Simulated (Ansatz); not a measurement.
## Ligand exchange: AlH(CH3)I + C3H7FO → AlH(CH3)(OH) + C3H6FI

Species: AlH(CH3)I, singlet; C3H7FO `CC(O)CF`, singlet; AlH(CH3)(OH), singlet; C3H6FI `CC(I)CF`, singlet. The partners trade I for OH: Al–I and C–OH bonds give way to Al–OH and C–I.

Shapes, held fixed at every level: PBE0-D4/def2-TZVP. Flexible molecules stand in one conformer, not always the lowest. Programs: Ansatz 0.2.0. Electronic energies: no zero-point or thermal term.

| level | kind | ΔE (kJ/mol) | less CCSD(T)/def2-TZVPP |
| --- | --- | --- | --- |
| HF/def2-TZVPP | Hartree–Fock | +15.1 | +27.3 |
| PBE-D4/def2-TZVPP | GGA | -6.7 | +5.5 |
| PBE0-D4/def2-TZVPP | global hybrid | +1.2 | +13.4 |
| wB97X-V/def2-TZVPP | range-separated hybrid | -1.7 | +10.5 |
| MP2/def2-TZVPP | perturbation theory | -20.0 | -7.8 |
| CCSD/def2-TZVPP | coupled cluster or CI | -8.7 | +3.5 |
| CCSD(T)/def2-TZVPP | coupled cluster or CI | -12.2 | 0.0 |

The highest level, CCSD(T)/def2-TZVPP, gives ΔE = -12.2 kJ/mol; the levels span -20.0 to +15.1. They disagree on the sign: 2 of 7 are positive. The column of differences is taken from that level and isn't an error. No measured value is set beside it here. For atoms past krypton def2 sets carry core potentials with scalar relativity. Correlated rows may include outer-core shells of I, which these sets cover unevenly.

The exchange is mildly downhill at the highest level, by 12.2 kJ/mol, a small remainder of large opposing bond terms. Aluminium is strongly oxophilic: its bond to hydroxide is short and highly polar, with some donation from oxygen lone pairs into the empty aluminium p orbital, and iodide offers a much weaker match. Carbon gives back most of that gain, because a strong C–O bond is replaced by a weak C–I bond with poorer overlap.

Electron correlation decides the sign. Hartree–Fock puts the reaction uphill, while MP2, CCSD and CCSD(T) all put it downhill, probably because correlation stabilises the polarisable iodine more on carbon than on the more ionic aluminium centre. MP2 overshoots, and the triples correction to CCSD is modest. The three density functionals fall between Hartree–Fock and CCSD, too close to thermoneutral to settle the direction by themselves. The preference applies to monomeric aluminium species; association through hydroxide or iodide bridges, common for such Lewis acids, could shift the balance considerably.
